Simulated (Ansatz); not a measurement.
# Computed against measured: atomisation enthalpy at 298 K

6 molecules holding an element from Na to Cl; the atomisation enthalpy at 298 K in kJ/mol, computed less measured. Shapes, held fixed at every level: PBE0-D4/def2-TZVP. Flexible molecules stand in one conformer, not always the lowest. Thermal terms are harmonic and unscaled (PBE0-D4/def2-TZVP); the spin-orbit lowering of the free atoms is taken from their spectra. Programs: Ansatz 0.2.0. Measured values: Active Thermochemical Tables, CRC Handbook of Chemistry and Physics, NIST-JANAF tables.

Levels: A = PBE-D4/def2-TZVPP; B = B3LYP-D4/def2-TZVPP; C = CCSD(T)/def2-SVP.

| molecule | from tabulated heats | A | B | C |
| --- | --- | --- | --- | --- |
| SO2F2 (sulfuryl fluoride) | 1693 | +122 | -53 | -410 |
| B(BCl2)Cl2 | 2115 | +98 | -28 | -110 |
| CH4S (methanethiol) | 1889 | +22 | -1 | -115 |
| C2H4Cl2 (1,1-dichloroethane) | 2676 | +75 | -13 | -148 |
| C2H6S2 (dimethyl disulfide) | 3320 | +79 | -2 | -235 |
| C4H10S (diethyl sulfide) | 5408 | +93 | -2 | -252 |

Sum up the errors.


| level | kind | mean error | mean absolute error | worst case |
| --- | --- | --- | --- | --- |
| PBE-D4/def2-TZVPP | GGA | +81.5 | 81.5 | SO2F2 |
| B3LYP-D4/def2-TZVPP | global hybrid | -16.5 | 16.5 | SO2F2 |
| CCSD(T)/def2-SVP | coupled cluster or CI | -211.7 | 211.7 | SO2F2 |

On this set B3LYP-D4/def2-TZVPP has the smallest mean absolute error and CCSD(T)/def2-SVP the largest. PBE-D4/def2-TZVPP is too high in 6 of 6; B3LYP-D4/def2-TZVPP is too low in 6 of 6; CCSD(T)/def2-SVP is too low in 6 of 6. The heats of SO2F2 come from older tables and can be uncertain by 10 kJ/mol or more. Heats of the atoms come from ATcT where it has them, that of boron, 570 kJ/mol, from recent work. The levels differ in basis as well as in method. The tabulated value of B(BCl2)Cl2 is in doubt (older tables, estimates, or at odds with other calculations) and kept here. Over the 5 molecules whose values aren't doubted the mean absolute errors are A 78.2; B 14.2; C 232.0. Correlated wave functions converge slowly with the basis. The set is small.

The coupled-cluster errors reflect the small basis, not a failure of CCSD(T), which normally comes close to experiment near the basis-set limit. Bond formation creates new electron pairs, and their correlation needs higher angular functions than a double-zeta set offers, so the molecule loses more than the free atoms. Molecular size alone doesn't set the deficit: SO2F2, at -410, is worse than the much larger diethyl sulfide, at -252. Its sulfur(VI) centre, with short, very polar bonds to oxygen and fluorine, depends strongly on d functions that polarise the sulfur density, including tight ones. The same need probably contributes to the B3LYP error of -53, whereas the divalent sulfur compounds lie within 2 kJ/mol.

PBE errs the other way, as expected of a GGA that overestimates the exchange-correlation gain on bond formation; exact exchange in the hybrid counteracts this. Because a fuller basis would generally strengthen binding, the close B3LYP agreement for the sulfides may partly be a cancellation of functional and basis errors.
